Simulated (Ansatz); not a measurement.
## From Si(OH)3 to SiF3: predicting a member

On one Si centre, n of the OH ligands are replaced by F. The atomisation energy (no zero-point term) y in kJ/mol at CCSD(T)/CBS estimate. Shapes, held fixed at every level: PBE0-D4/def2-TZVP. Flexible molecules stand in one conformer, not always the lowest. Programs: Ansatz 0.2.0.

| molecule | n | y (kJ/mol) |
| --- | --- | --- |
| Si(OH)3 | 0 | 2740 |
| Si(OH)2F | 1 | ? |
| Si(OH)F2 | 2 | 2050 |
| SiF3 | 3 | 1700 |

Q: Fit y = c + s·n to the known rows and predict Si(OH)2F.

A: 
1. Means of the 3 rows: n = 1.66667, y = 2163.3.
2. Σ(Δn)² = 4.6667, Σ(Δn·Δy) = -1616.7, so the slope is -1616.7/4.6667 = -346.43.
3. Intercept: 2163.3 − (-346.43) × 1.66667 = 2740.7. The largest residual of the fit is 2.2.
4. Si(OH)2F: 2740.7 + (-346.43) × 1 = 2394 kJ/mol.

The run gave 2397 kJ/mol, so the prediction is off by -3 kJ/mol, about the scatter of the fit. The steps are nearly additive. The slope is the difference between a Si–F and a Si–OH bond with the ligands’ own bonds. Other levels give for Si(OH)2F: SPW92/def2-TZVPP 2778; BHLYP-D4/def2-TZVPP 2252; CCSD(T)/def2-SVP 2135 kJ/mol. Open shells run unrestricted unless RO is named. The CBS estimate extrapolates MP2 from def2-TZVPP and def2-QZVPP and adds CCSD(T) − MP2 in the triple-zeta set, cores frozen.

Atomisation energy falls almost linearly as F replaces OH, and the held-out Si(OH)2F fits the pattern. The fall does not mean that fluorine binds silicon more weakly. Each exchange removes an O–H bond along with the Si–O link, and the stronger, more polar Si–F bond recovers only part of that loss. The near-additivity suggests that the bonding is largely local: the unpaired electron stays mainly on silicon throughout, and interactions between ligands, such as lone-pair donation into neighbouring Si–X antibonding orbitals, change little from one member to the next.

The absolute energy is far more sensitive to the level of theory than to departures from additivity. For Si(OH)2F, SPW92 lies above the reference by more than one whole substitution step, probably through the usual overbinding of the local density approximation. The linear relation concerns complete atomisation, so it does not establish that successive Si–F or Si–OH dissociation energies are constant.
